## Appendix: the multi-centre branching criterion and the critical peninsula

### A.1 Model and conventions

While chain carriers are dilute, the reactants unconsumed and the temperature fixed, the carrier concentrations obey $d\mathbf n/dt=\mathbf w+A\mathbf n$, with a constant initiation vector $\mathbf w\ge 0$. Take $\mathbf n=([\mathrm H],[\mathrm O],[\mathrm{OH}])$ and five steps with first-order frequencies:

- OH + H$_2$ → H$_2$O + H, $a_1=k_1[\mathrm H_2]$
- H + O$_2$ → OH + O, $a_2=k_2[\mathrm O_2]$
- O + H$_2$ → OH + H, $a_3=k_3[\mathrm H_2]$
- H + O$_2$ + M → HO$_2$ + M, $k_g[\mathrm O_2][\mathrm M]$
- H → wall, $k_w$

HO$_2$ is treated as inert, so the model has no third limit, and only H is lost at the wall. With $b=k_g[\mathrm O_2][\mathrm M]+k_w$,

$$A=\begin{pmatrix}-(a_2+b)&a_3&a_1\\ a_2&-a_3&0\\ a_2&a_3&-a_1\end{pmatrix}.\tag{A1}$$

Let $[\mathrm O_2]=x[\mathrm M]$ with $x$ fixed and $k_w$ independent of $[\mathrm M]$, as for surface-limited loss. Concentration is measured as $m=k_g[\mathrm M]/k_2$ and every frequency in units of $\nu=k_2^2x/k_g$. Then $a_2=m$ and $b=m^2+\omega$, with $\omega=k_gk_w/(k_2^2x)$. The illustrative inputs make all rates comparable: $a_1=3m$, $a_3=2m$ and $\omega=0.51$ at $T_0=750$ K. Only $k_2$ is given a temperature dependence, $k_2\propto e^{-E/k_BT}$ with the typical value $E\approx0.7$ eV. All numbers below are the model's.

### A.2 Estimate by hand

Suppose O and OH react the moment they are formed. An H atom consumed by O$_2$ leaves one OH and one O. The OH returns one H. The O returns one H and an OH, which returns another. Three H atoms come back for one spent, a net gain of two, so $d[\mathrm H]/dt=\text{source}+\varphi[\mathrm H]$ with

$$\varphi=2k_2[\mathrm O_2]-k_g[\mathrm O_2][\mathrm M]-k_w=2m-m^2-\omega .\tag{A2}$$

Round $\omega$ to 0.5.

*Growth rate.* At $m=1$, $\varphi\approx2-1-0.5=0.5$.

*Limits.* At low density the wall is the main sink, so $2k_2[\mathrm O_2]\approx k_w$ and $m\approx\omega/2=0.25$. At high density the three-body step dominates, so $[\mathrm M]\approx 2k_2/k_g$, or $m\approx2$.

*Tip.* Cooling raises $\omega\propto e^{2E/k_BT}$ and pushes the first limit up. It meets the second when $\omega/2=2$, that is $\omega=4$, a factor 8 above 0.5. With $k_BT_0\approx0.065$ eV, $k_BT_0/2E\approx0.046$ and $\ln 8\approx2.1$, the tip is put $0.046\times2.1\times750\ \mathrm K\approx72$ K below $T_0$.

### A.3 Careful calculation

**Criterion.** The off-diagonal elements of $A$ are non-negative and each carrier leads to every other. The Perron–Frobenius theorem, applied to $A+cI$ with $c$ large, then shows that the eigenvalue $\lambda_1$ of largest real part is real and simple, with a positive eigenvector. A stable steady state $-A^{-1}\mathbf w$ exists for $\lambda_1<0$, the carriers grow exponentially for $\lambda_1>0$, and criticality is $\lambda_1=0$. This implies $\det A=0$, but the converse fails in general: the $2\times2$ matrix with all elements 1 is singular and has leading eigenvalue 2. For such matrices $\lambda_1<0$ holds exactly when all leading principal minors of $-A$ are positive. For (A1) they are $a_2+b$, $a_3b$ and

$$\det(-A)=-a_1a_3\,\varphi,\qquad \varphi=2a_2-b .\tag{A3}$$

The first two are always positive, so here $\lambda_1<0$ exactly when $\varphi<0$. The critical condition $\varphi=0$ is exact for any positive $a_1$ and $a_3$; fast O and OH steps are not needed for it.

**Limits and tip.** The condition $\varphi=0$ is the quadratic $m^2-2m+\omega=0$, so

$$[\mathrm M]_\pm=\frac{k_2}{k_g}\left[1\pm\sqrt{1-\frac{k_gk_w}{k_2^2x}}\right].\tag{A4}$$

For $\omega=0.51$, $m_-=0.30$ and $m_+=1.70$. The forms used in A.2 are the $\omega\to0$ asymptotes of (A4). The roots merge at $\omega=1$,

$$k_2^2x=k_gk_w,\qquad [\mathrm M]^*=k_2/k_g ,\tag{A5}$$

at half the asymptotic second limit. From $1/T^*=1/T_0+(k_B/2E)\ln(1/0.51)$ the model's tip is $T^*=727$ K, which is 23 K below $T_0$. A $k_g$ falling roughly as $T^{-1.5}$, a typical dependence, would add $1.5k_BT_0\approx0.1$ eV to $2E$ and reduce this interval by about 7 per cent.

**Eigenvalue.** Expanding the determinant gives

$$\det(\lambda I-A)=\lambda^3+(a_1+a_2+a_3+b)\lambda^2+[a_1a_3+b(a_1+a_3)]\lambda-a_1a_3\varphi .\tag{A6}$$

At $m=1$ one has $b=1.51$, $\varphi=0.49$, and (A6) becomes $\lambda^3+7.51\lambda^2+13.55\lambda-2.94$. Its roots are

$$\lambda_1=0.1953,\qquad \lambda_{2,3}=-3.85\pm0.46\,i .$$

The complex pair is a damped transient in which the carrier ratios settle. The second and third rows of $A\mathbf n=\lambda_1\mathbf n$ fix those ratios:

$$\frac{[\mathrm O]}{[\mathrm H]}=\frac{a_2}{\lambda_1+a_3}=0.4555,\qquad \frac{[\mathrm{OH}]}{[\mathrm H]}=\frac{a_2+a_3[\mathrm O]/[\mathrm H]}{\lambda_1+a_1}=0.5981 .\tag{A7}$$

| quantity | by hand | careful |
|---|---|---|
| growth rate at $m=1$ | 0.5 | 0.1953 |
| first limit $m_-$ | 0.25 | 0.30 |
| second limit $m_+$ | 2 | 1.70 |
| $T_0-T^*$ (K) | 72 | 23 |

### A.4 Why the two differ

**Growth rate.** The hand value is 2.56 times $\lambda_1$. Rounding $\omega$ supplies a factor $0.5/0.49=1.02$. The rest has a single cause. Count free valences, $N=[\mathrm H]+2[\mathrm O]+[\mathrm{OH}]$. Multiplying (A1) from the left by $(1,2,1)$ gives $(\varphi,0,0)$, so that, exactly,

$$\frac{dN}{dt}=w_{\rm H}+2w_{\rm O}+w_{\rm OH}+\varphi[\mathrm H].\tag{A8}$$

The O and OH steps only pass valences between carriers. Thus $\varphi$ is the net rate of valence creation per H atom, while $\lambda_1$ is that rate per valence present. On the growing mode $dN/dt=\lambda_1N$, and

$$\frac{\varphi}{\lambda_1}=\frac{N}{[\mathrm H]}=1+2\frac{[\mathrm O]}{[\mathrm H]}+\frac{[\mathrm{OH}]}{[\mathrm H]}=1+0.911+0.598=2.509 .\tag{A9}$$

Only 40 per cent of the valences reside on H, where they can branch or terminate. The others wait as O or OH. The estimate set $N=[\mathrm H]$. Equation (A9) also shows why the criterion survives: $N/[\mathrm H]$ is positive and finite, so it rescales $\lambda_1$ and cannot change its sign. Below the limit (A8) gives the steady state $[\mathrm H]=(w_{\rm H}+2w_{\rm O}+w_{\rm OH})/(-\varphi)$, again free of $a_1$ and $a_3$.

For $\varphi>0$ the correction can be bracketed without solving the cubic. The ratios (A7) decrease as $\lambda_1$ grows, so their values at zero, $a_2/a_3$ and $2a_2/a_1$, give a lower bound. Dropping the positive $\lambda^3$ and $\lambda^2$ terms of (A6) gives an upper one:

$$\frac{\varphi}{1+2a_2/a_3+2a_2/a_1}<\lambda_1<\frac{\varphi}{1+b/a_3+b/a_1}.\tag{A10}$$

Here $0.184<\lambda_1<0.217$. The two denominators coincide at the limit, where $b=2a_2$. The expansion parameter of the reduced description is therefore $2a_2(1/a_1+1/a_3)$, equal to 1.67 in this model. Multiplying $a_1$ and $a_3$ by $s$ at fixed $\varphi=0.49$ shows the approach:

| $s$ | $\lambda_1$ | lower bound | $\lambda_1/\varphi$ |
|---|---|---|---|
| 1 | 0.195 | 0.184 | 0.399 |
| 10 | 0.421 | 0.420 | 0.860 |
| 100 | 0.482 | 0.482 | 0.984 |

A tenfold speed-up still leaves $\lambda_1$ 14 per cent short of $\varphi$, because each branching event parks two valences on O and sends two OH through the cycle.

**Limits.** These discrepancies do not involve $a_1$ or $a_3$. Each asymptote omits one of two sinks. Since $m_-m_+=\omega$, the omitted sink stands to the retained one as $m_-^2/\omega=\omega/m_+^2=m_-/m_+=0.18$ at both limits. Extra loss narrows the peninsula from both sides. Because $m_-+m_+=2$, the second asymptote lies above $m_+$ by this same fraction, 18 per cent. The hand value of the first limit lies 17 per cent below $m_-$, of which rounding $\omega$ contributes about 2.

**Tip.** At the tip $m_-=m_+$, the two sinks are equal, and the omitted term is as large as the retained one. Branching, $2m$, must then pay for both. Crossing the asymptotes asks it to pay for each separately and gives $4k_2^2x=k_gk_w$, a factor 4 from (A5). Because the model starts within a factor of two of $\omega=1$, that factor dominates the logarithm: $\ln8/\ln(1/0.51)=3.1$, which accounts for the ratio $72/23=3.1$ of the two temperature intervals.

**What comparable rates put at risk.** The exactness of $\varphi=0$ rests on O and OH having no sink of their own. With wall frequencies $k_{\rm O}$ and $k_{\rm OH}$ subtracted on the diagonal, define survival fractions $s_3=a_3/(a_3+k_{\rm O})$ and $s_1=a_1/(a_1+k_{\rm OH})$. The determinant then vanishes at $b=a_2(s_1+s_3+s_1s_3-1)$. If all three carriers are lost at 0.51, then at $m=1$ $s_1=0.855$, $s_3=0.797$, and the branching factor falls from 2 to 1.33, below $b/a_2=1.51$. The leading eigenvalue becomes $-0.086$, and the point is subcritical. With comparable rates this neglected term outweighs $\varphi$ itself.

The rate ratios were chosen to strain the reduction and do not describe hydrogen–oxygen. In a stoichiometric mixture near 750 K, $a_3/a_2$ is typically of order 20 and $a_1/a_2$ a few hundred, say 300, for which the left denominator of (A10) is about 1.1. The model's factor 2.509 thus overstates the typical gap between $\varphi$ and $\lambda_1$ more than twofold, and its 727 K follows from the assumed $\omega(T_0)$, whereas a real tip temperature depends on the vessel through $k_w$.